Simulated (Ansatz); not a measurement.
## Ligand exchange: GeH2(CH3)(SH) + C2H7BS → GeH2(SH)2 + C3H9B

Gas-phase species: GeH2(CH3)(SH), singlet; C2H7BS `CCBS`, singlet; GeH2(SH)2, singlet; C3H9B `CBCC`, singlet. The partners trade CH3 for SH: Ge–CH3 and B–SH bonds give way to Ge–SH and B–CH3.

Shapes, held fixed at every level: PBE0-D4/def2-TZVP. Flexible molecules stand in one conformer, not always the lowest. Programs: Ansatz 0.2.0. The zero-point and thermal change to 298 K, harmonic and unscaled (PBE0-D4/def2-TZVP), is -2.9 kJ/mol.

(1) Estimate ΔH(298 K) of this reaction.

Answers

(1) The highest level, CCSD(T)/def2-TZVPP, gives ΔH(298 K) = +35.9 kJ/mol; the levels span +29.7 to +41.5. The column of differences is taken from that level and isn't an error. No measured value is set beside it here. Relativity is left out for Ge. Outer-core shells of Ge are correlated, in sets that cover them unevenly.

```csv
level,kind,ΔH(298 K) (kJ/mol),less CCSD(T)/def2-TZVPP
SPW92/def2-TZVPP,LDA,+31.9,-4.0
PBE-D4/def2-TZVPP,GGA,+30.5,-5.4
r2SCAN-D4/def2-TZVPP,meta-GGA,+29.7,-6.2
B2PLYP/def2-TZVPP,double hybrid,+31.6,-4.3
CCSD(T)/def2-SVP,coupled cluster or CI,+41.5,+5.6
CCSD/def2-TZVPP,coupled cluster or CI,+33.9,-2.0
CCSD(T)/def2-TZVPP,coupled cluster or CI,+35.9,0.0
```

The exchange is endothermic at every level, so thiolate prefers boron and methyl prefers germanium in this pair. The main reason is probably π bonding at boron. In the reactant, a sulfur lone pair donates into the empty p orbital of three-coordinate boron, and the methyl group that replaces it offers only weaker hyperconjugation. Germanium gains a polar Ge–S bond, but with no comparable low-lying empty p orbital it can't make up for that loss. The thermal term is small beside the total, so the preference is essentially electronic.

The sign is secure, the exact size less so. Going from the smaller to the larger basis lowers the CCSD(T) value by 5.6 kJ/mol, while triples raise it by only 2.0 kJ/mol. The basis therefore matters more than the triples here, and a still larger one might bring the coupled-cluster result closer to the density functionals, all of which lie below it. The reaction enthalpy alone doesn't separate the boron π contribution from differences in the σ bonds.
